## Appendix: Sommerfeld factor for an electron at the ionised EL2 donor in GaAs

### Problem

EL2 is the midgap double donor of GaAs associated with the arsenic antisite. In the charge state EL2$^+$ it attracts a conduction electron, and capture into the deep level proceeds at a rate proportional to the envelope density at the defect site. Treat the centre as a point charge $Ze$ ($Z=+1$ for EL2$^+$) in an isotropic dielectric, and the electron as a carrier in a parabolic $\Gamma$ valley.

Compiled data: $m^*=0.067\,m_e$ (0 K; Vurgaftman 2001), $\varepsilon_s=12.87$ (300 K; Rakita 2019), $\varepsilon_\infty=10.88$ (300 K; Skelton 2020), LO frequency 293 cm$^{-1}$ (temperature not stated; Han 2011), $E_g=1.42$ eV (300 K; Wing 2021). The model uses them unchanged at both temperatures. Assumed for the estimates in (d): defect radius $r_0=0.5$ nm and free-electron density $n=10^{15}$ cm$^{-3}$. Constants: $\mathrm{Ry}=13.6057$ eV, $a_0=0.0529177$ nm.

(a) Find the effective Bohr radius and Rydberg.
(b) Find the Sommerfeld factor $S$ at $E=1$, 5, 25 and 100 meV for $Z=+1$ and, for comparison, $Z=-1$. At what energy has the enhancement fallen to 10 %?
(c) Average $S$ over a non-degenerate electron gas at 300 K and 77 K.
(d) Estimate what the model leaves out.

### Why the formula holds

Define $a^*=a_0\varepsilon_s m_e/m^*$, $E_R^*=\hbar^2/2m^*a^{*2}=\mathrm{Ry}\,(m^*/m_e)/\varepsilon_s^2$ and $E=\hbar^2k^2/2m^*$. The envelope equation with the potential energy $-Ze^2/4\pi\varepsilon_0\varepsilon_s r$ reads

$$\nabla^2\psi+\frac{2Z}{a^*r}\,\psi+k^2\psi=0 .\tag{1}$$

Put $\psi=N e^{ikz}g(\xi)$ with $\xi=r-z$. Since $\partial_z\xi=-\xi/r$, $|\nabla\xi|^2=2\xi/r$ and $\nabla^2\xi=2/r$, Eq. (1) becomes

$$\xi g''+(1-ik\xi)\,g'+\nu k\,g=0,\qquad \nu=\frac{Z}{ka^*}. \tag{2}$$

In the variable $w=ik\xi$ this is Kummer's equation, with the regular solution $g={}_1F_1(i\nu;1;ik\xi)$ and $g(0)=1$. For $k\xi\to\infty$,

$$g\to \frac{e^{-\pi\nu/2}}{\Gamma(1-i\nu)}\,e^{-i\nu\ln k\xi}+O(1/k\xi),$$

where the remainder contains the scattered wave. An incident wave of unit density requires $N=e^{\pi\nu/2}\,\Gamma(1-i\nu)$. With $|\Gamma(1-i\nu)|^2=\pi\nu/\sinh\pi\nu$ the density at the centre, relative to the plane wave, is

$$S=|N|^2=\frac{2\pi\nu}{1-e^{-2\pi\nu}} .$$

Only the $s$ wave is non-zero at $r=0$, so this is the $s$-wave factor. Writing $\eta=|\nu|=|Z|/ka^*=|Z|\sqrt{E_R^*/E}$ gives the attractive ($+$) and repulsive ($-$) forms

$$S_+=\frac{2\pi\eta}{1-e^{-2\pi\eta}},\qquad S_-=\frac{2\pi\eta}{e^{2\pi\eta}-1}. \tag{3}$$

They obey $S_+-S_-=2\pi\eta$ and $S_-/S_+=e^{-2\pi\eta}$. For fast carriers $S_\pm=1\pm\pi\eta+\pi^2\eta^2/3+\dots\to1$. For slow carriers $S_+\to2\pi\eta$, while $S_-\to2\pi\eta\,e^{-2\pi\eta}$ is a tunnelling factor.

### Solution

All numbers below are the model's. Unrounded values are carried between steps.

**(a) Scales.**

$$a^*=0.0529177\ \text{nm}\times\frac{12.87}{0.067}=10.16\ \text{nm},\qquad E_R^*=13.6057\ \text{eV}\times\frac{0.067}{12.87^2}=5.50\ \text{meV}.$$

**(b) Monoenergetic electrons.** At 25 meV, $\eta=\sqrt{5.50\ \text{meV}/25\ \text{meV}}=0.469$, $k=1/\eta a^*=0.210$ nm$^{-1}$, $2\pi\eta=2.95$ and $e^{-2\pi\eta}=0.0524$, so Eq. (3) gives $S_+=3.11$ and $S_-=0.163$. The other energies follow in the same way.

| $E$ (meV) | $k$ (nm$^{-1}$) | $\eta$ | $2\pi\eta$ | $S_+$ | $S_-$ |
|---|---|---|---|---|---|
| 1 | 0.0419 | 2.35 | 14.74 | 14.74 | $5.8\times10^{-6}$ |
| 5 | 0.0938 | 1.05 | 6.59 | 6.60 | $9.05\times10^{-3}$ |
| 25 | 0.210 | 0.469 | 2.95 | 3.11 | 0.163 |
| 100 | 0.419 | 0.235 | 1.47 | 1.91 | 0.438 |

The condition $S_+=1.1$ has the root $2\pi\eta=0.194$, that is $\eta=0.0308$ and $E=E_R^*/\eta^2=5.8$ eV. This is 4.1 times the band gap, far outside the range of a parabolic valley. The approach to unity goes as $E^{-1/2}$ and is so slow that no electron described by this model sees EL2$^+$ as neutral, although $E_R^*$ is only a few meV.

**(c) Thermal average.** Let the capture coefficient of an electron of energy $E$ be $C_0S(E)$ in cm$^3$ s$^{-1}$, where $C_0$ holds the short-range physics and is assumed independent of $E$. Then $C=C_0\langle S\rangle$, with the average over the Maxwell–Boltzmann distribution $(2/\sqrt\pi)\,u^{1/2}e^{-u}du$ of $u=E/k_BT$. With $x=Z^2E_R^*/k_BT$ one has $2\pi\eta=b/\sqrt u$, where $b=2\pi\sqrt x$. The factor $\sqrt u$ cancels, and the substitution $u=t^2$ gives

$$\langle S_-\rangle=4\sqrt{\pi x}\,J,\qquad \langle S_+\rangle=4\sqrt{\pi x}\,(1+J),\qquad J=\int_0^\infty\frac{2t\,e^{-t^2}}{e^{b/t}-1}\,dt. \tag{4}$$

The second relation uses $S_+=2\pi\eta+S_-$ and $\langle2\pi\eta\rangle=(2b/\sqrt\pi)\int_0^\infty e^{-u}du=4\sqrt{\pi x}$. Numerical quadrature of $J$ yields:

| $T$ (K) | $k_BT$ (meV) | $x$ | $b$ | $4\sqrt{\pi x}$ | $J$ | $\langle S_+\rangle$ | $\langle S_-\rangle$ |
|---|---|---|---|---|---|---|---|
| 300 | 25.85 | 0.2129 | 2.899 | 3.27 | 0.0632 | 3.48 | 0.207 |
| 77 | 6.635 | 0.8294 | 5.722 | 6.46 | 0.0076 | 6.51 | 0.0491 |

Since $J\ll1$, the low-temperature form $4\sqrt{\pi x}\propto T^{-1/2}$ is low by only 6 % at 300 K, even though $k_BT$ exceeds $E_R^*$. Cooling to 77 K raises $\langle S_+\rangle$ by a factor 1.87. For the doubly ionised state, $Z=+2$, $x$ is four times larger and Eq. (4) gives $\langle S_+\rangle=6.6$ at 300 K. A hole approaching EL2$^+$ is repelled, but the degenerate valence band has no single scalar mass, so the $S_-$ columns do not apply to it.

**(d) Omitted effects.** The figures refer to $Z=+1$ and, unless stated, to 300 K.

*Dielectric response.* The ionic polarisation around the fixed charge is static. In the Fröhlich Hamiltonian, shifting the LO coordinates to their equilibrium in the field of the centre adds $(Ze^2/4\pi\varepsilon_0r)(1/\varepsilon_\infty-1/\varepsilon_s)$ to the electronically screened attraction $-Ze^2/4\pi\varepsilon_0\varepsilon_\infty r$. The sum is $-Ze^2/4\pi\varepsilon_0\varepsilon_sr$ at all radii of the continuum model, as used in Eq. (1). What remains is the ordinary coupling of the electron to the LO phonons. With $\hbar\omega_{LO}=36.3$ meV its strength is $\alpha=(1/\varepsilon_\infty-1/\varepsilon_s)\sqrt{m^*\mathrm{Ry}/m_e\hbar\omega_{LO}}=0.071$. If $m^*$ is read as the bare band mass, the weak-coupling polaron mass $m^*(1+\alpha/6)$ is larger by 1.2 %, which raises $\eta\propto\sqrt{m^*}$ by 0.6 % and $\langle S_+\rangle$ by 0.5 %. The mass formula holds for slow electrons in a cold lattice, so at 300 K it gives only the scale of the effect.

*Size of the defect.* To first order in $r$, $\psi/N=1+ikz-\nu k(r-z)$, whose angular average is $1-Zr/a^*$. The density at $r_0$ is lower than at the origin by $2r_0/a^*=10$ %. The central-cell potential itself belongs to $C_0$.

*Free-carrier screening.* The Debye length is $L_D=\sqrt{\varepsilon_0\varepsilon_sk_BT/ne^2}=136$ nm. For $r\ll L_D$ screening raises the potential energy by the constant $e^2/4\pi\varepsilon_0\varepsilon_sL_D=2E_R^*a^*/L_D=0.8$ meV, or 3 % of $k_BT$. It matters only for the slowest electrons and shrinks as $n^{1/2}$ in semi-insulating material.

*Non-parabolicity.* The expansion parameter is $k_BT/E_g=0.018$.

*Bound Coulomb states.* Equation (4) counts the continuum only. The hydrogenic $s$ states of principal quantum number $j$ have $|\psi_j(0)|^2=1/\pi a^{*3}j^3$ and energies $-E_R^*/j^2$. Suppose they are weakly occupied and in equilibrium with the band, which requires that thermal re-emission outruns the transition to the deep level. Free electrons at the same chemical potential have the density $\lambda^{-3}$ per spin times the common fugacity, with $\lambda^2=2\pi\hbar^2/m^*k_BT=4\pi a^{*2}x$. The bound states therefore add to $\langle S_+\rangle$ the term

$$B=\frac{\lambda^3}{\pi a^{*3}}\sum_{j=1}^\infty\frac{e^{x/j^2}}{j^3}=8\sqrt\pi\,x^{3/2}\sum_{j=1}^\infty\frac{e^{x/j^2}}{j^3}. \tag{5}$$

At 300 K the prefactor is 1.39, the sum is 1.45 and $B=2.0$. At 77 K they are 10.7 and 2.53, and $B=27$. This term rivals the continuum factor at room temperature and is about four times larger than it at 77 K. If the bound levels are drained faster than phonon emission fills them, their population falls below equilibrium and Eq. (5) is an upper limit. Capture is then a cascade problem. Equation (5) also treats the levels as sharp and ignores phonon broadening.

*Energy dependence of $C_0$.* A multiphonon rate that grows with $E$ weights faster electrons and lowers the average, towards $S_+=1.91$ if energies near 100 meV dominate.

### Result

In this model the Coulomb field of EL2$^+$ multiplies the continuum electron density at the defect by $\langle S_+\rangle\approx3.5$ at 300 K and $6.5$ at 77 K, while a centre of opposite charge reduces it to $0.21$ and $0.05$. For $Z=+1$ the finite size of the defect lowers the density by about 10 % at the assumed $r_0$, and the polaron correction is at the percent level, so the attractive values hold to two figures at best. For the repulsive centre both corrections change sign and $\langle S_-\rangle$ depends exponentially on $\eta$, so these estimates do not carry over unchanged. Bound states in equilibrium with the band would lift the 300 K enhancement to $\langle S_+\rangle+B=5.5$. None of these numbers is a capture coefficient. Electron capture at EL2 is typically described as thermally activated, rising with temperature, and that behaviour resides in $C_0$. The Sommerfeld factor varies the opposite way and slowly, close to $T^{-1/2}$.